Margin comments on the lattice conductivity below Tc

1. Conventions. Δ is the real, isotropic gap, f(E) = 1/(exp(E/kBT) + 1), x = ħω/kBT, y = Δ/kBT, and g = τn/τs is the ratio of the electron-limited phonon scattering rates in the two states. R = κgs/κgn is the ratio of lattice conductivities. The theory is that of Bardeen, Rickayzen and Tewordt (1959).

2. One 2×2 block. For the pair (k↑, −k↓) with band energy ξ, the Hamiltonian in the basis (electron, hole) is ξτ3 + Δτ1. Its eigenvalues are ±E, E = √(ξ² + Δ²). The +E vector is (u, v) with u² = ½(1 + ξ/E), uv = Δ/2E; the −E vector is (−v, u). A lattice strain shifts the energies of k↑ and −k↓ equally. It is even under time reversal (case I), and the hole sees it with opposite sign, so it enters as τ3. Between two blocks:
scattering, +E → +E′: (uu′ − vv′)² = ½[1 + (ξξ′ − Δ²)/EE′]
pair breaking, −E → +E′: (uv′ + vu′)² = ½[1 − (ξξ′ − Δ²)/EE′].

3. Four levels are the whole model. Each E belongs to two levels, ±ξ, and each E′ to ±ξ′. Summed over the four transitions the ξξ′ term cancels, leaving 2(1 − Δ²/EE′) for scattering. Half of this, times the densities of states E/|ξ| and E′/|ξ′|, is the weight
W = (EE′ − Δ²)/√[(E² − Δ²)(E′² − Δ²)] = ½(t/t′ + t′/t), t = √[(E − Δ)/(E + Δ)].
So W ≥ 1, and W = 1 exactly at E′ = E: the coherence factor cancels both density-of-states peaks. Example: |ξ| = 3Δ/4 and |ξ′| = 4Δ/3 give E = 5Δ/4, E′ = 5Δ/3, squared elements 1/2 (equal signs) and 1/50 (opposite signs), t = 1/3, t′ = 1/2, W = 13/12. With a gap of 2.7 meV, typical of V3Si, the levels lie at 3.375 and 4.5 meV and the phonon has 1.125 meV. A case-II coupling (unit matrix) turns −Δ² into +Δ² and gives 37/12.

4. Why ξ and ξ′ are independent. For a phonon of wave number q, ξ′ − ξ ≈ ħvF q cos θ, so the angular integral becomes a free integral over ξ′ as long as ħvF q exceeds the |ξ′ − ξ| involved, which are of order Δ or smaller. The coupling and the Fermi-surface factors then drop out of g.

5. The rate. The phonon relaxation rate is absorption minus stimulated emission. The normal state gives ∫[f(ξ) − f(ξ + ħω)]dξ = ħω for each spin. Scattering occurs on two quasiparticle spin branches, each with 2W. For ħω < 2Δ, with energies in units of kBT,
g = (2/x) ∫ from y to ∞ of W(E, E + x) [f(E) − f(E + x)] dE.
For x → 0, W → 1 and the bracket becomes −x df/dE:
g = 2f(Δ) = 2/(exp(Δ/kBT) + 1).

6. The condition is ħω ≪ kBT, besides ħω ≪ Δ. The inequality ħω < 2Δ only closes the pair-breaking channel. Ultrasound has x ≪ 1; the phonons that carry heat have x of 3 to 4. For y ≫ 1 and x ≪ 2y put E = y + ε, f ≈ exp(−E), t/t′ ≈ √[ε/(ε + x)]. Then W = (ε + x/2)/√[ε(ε + x)], and the substitution ε + x/2 = (x/2) cosh φ gives ∫ exp(−ε) W dε = (x/2) exp(x/2) K1(x/2), with K1 the modified Bessel function. Hence
g = 2h exp(−y), h(x) = sinh(x/2) K1(x/2).
h → 1 for x → 0 and falls as √(π/4x) at large x. The exponential survives; the prefactor does not.

7. Above the gap. For x > 2y there is the additional term (1/x) ∫ from y to x − y of W₊ [1 − f(E) − f(x − E)] dE, where W₊ is W(E, x − E) with +Δ² in the numerator. At threshold ∫W₊ dE → πy, so g jumps by (π/2) tanh(y/2). At low temperature such phonons scatter faster than in the normal metal.

8. One phonon mode. A Debye branch of speed v conducts κ = [kB⁴T³/(6π²ħ³v²)] ∫ x⁴ w ℓ dx, w = eˣ/(eˣ − 1)². Let the normal mean free path be ℓn = Λ/q with constant Λ (clean limit, electron mean free path ≫ 1/q), and 1/ℓ = 1/L + g/ℓn for a boundary length L. With ∫x⁴w dx = 4π⁴/15 = 25.976 and ∫x³w dx = 6ζ(3) = 7.212, a single mode that holds the branch's heat capacity at
x0 = 2π⁴/(45ζ(3)) = 3.60
reproduces both limits exactly: κ = 2π²kB⁴T³L/(45ħ³v²) for boundaries and κ = ζ(3)ΛkB³T²/(π²ħ²v) for normal electrons. Its frequency follows T. The solution is
R = (1 + b)/(g + b), b = ℓn(x0)/L = Λħv/(x0 kBT L).
Here h(x0) = 0.537, so without boundaries R = 1.86 × exp(y)/2. The Debye average of 1/h with weight x³w is 1.8. At g = b the single mode lies 3 per cent above the Debye integral. The mode breaks pairs once Δ(T) < 1.80 kBT, so near Tc the form (eʸ + 1)/2 is not the lattice ratio.

9. The crossover in closed form. Since b = βy with β = Λħv/(x0ΔL), the condition g = b reads y exp(y) = 2h/β, and y* is the Lambert function of 2h/β. Below T* the conductivity κgs goes as T³, while the ratio R → 1 + 1/b falls linearly in T, because κgn goes as T² for b ≪ 1.

10. Inputs for V3Si. Compiled values: a = 4.7243 Å (Zeng 2023); C44 = 80.9 GPa and bulk modulus B = 171 GPa at 300 K (Lu 1997). Assumed values: atomic masses 50.94 u (V) and 28.09 u (Si), Tc = 17 K, Δ = 2.7 meV held constant, vF = 100 nm/ps, Λ = 100, L = 10⁶ nm (crystal size) or 10³ nm (grains or twins). Two formula units, 361.82 u in a³ = 105.44 Å³, give ρ = 5.698 g/cm³. Then v = √(C44/ρ) = 3.77 nm/ps, ħv = 2.480 meV nm, Δ/kB = 31.33 K, Δ/kBTc = 1.84 and ℓn(x0) = 799 nm K/T. At 6 K, q = 0.751 nm⁻¹, so ħvF q = 49 meV ≫ Δ, and the clean limit asks for an electron mean free path well above 1.3 nm. The model keeps two transverse branches, taken to couple through a shear deformation potential, which is case I as well; κgn = 1.53×10⁻³ T² W/(m K) with T in kelvin and no boundaries.

11. The model's ratios, with g = 2h exp(−y).

T (K) | y | (eʸ + 1)/2 | R, no boundary | R, L = 10⁶ nm | R, L = 10³ nm
6 | 5.22 | 93 | 1.7×10² | 1.7×10² | 8.2
5 | 6.27 | 2.6×10² | 4.9×10² | 4.5×10² | 7.2
4 | 7.83 | 1.3×10³ | 2.3×10³ | 1.6×10³ | 6.0
3 | 10.44 | 1.7×10⁴ | 3.2×10⁴ | 3.4×10³ | 4.8
2 | 15.67 | 3.2×10⁶ | 5.9×10⁶ | 2.5×10³ | 3.5

For L = 10⁶ nm, β = 2.55×10⁻⁵, y* = 8.51 and T* = 3.7 K. For L = 10³ nm, y* = 2.7 lies outside the range of the K1 form and says only that the cap is reached above the first row.

12. Neglected terms. The full integral of comment 5 at x0 and 6 K gives g/2f(Δ) = 0.48 against 0.54 for the K1 form; the difference comes from x/2y and shrinks on cooling. The weak-coupling gap equation gives ln[Δ(0)/Δ(T)] ≈ 2K0(y), which lowers exp(y) by 3 per cent at 6 K. A longitudinal branch with the isotropic estimate ρv² = B + 4C44/3 and the same Λ would add 0.54 of one transverse branch to κgn and 0.29 of one in the boundary regime. These terms limit the table to two figures at best.

13. Comparison with the general statement. The formula τn/τs = 2f(Δ) is exact in the four-level model as ħω/kBT → 0. For heat-carrying phonons at y ≫ 1 the growth as exp(Δ/kBT) holds, with about twice the prefactor, and it lasts only while g ≫ b. At 4 K the model's κgs is 39 W/(m K) for L = 10⁶ nm and 0.12 W/(m K) for L = 10³ nm. These numbers scale with the assumed Λ and L. As typical knowledge, many V3Si crystals turn tetragonal near 21 K, the shear modulus (C11 − C12)/2 softens strongly while C44 changes little, and twin walls, dislocations and off-stoichiometry defects scatter phonons, so the millimetre column is an upper estimate that is likely high by an order of magnitude or more.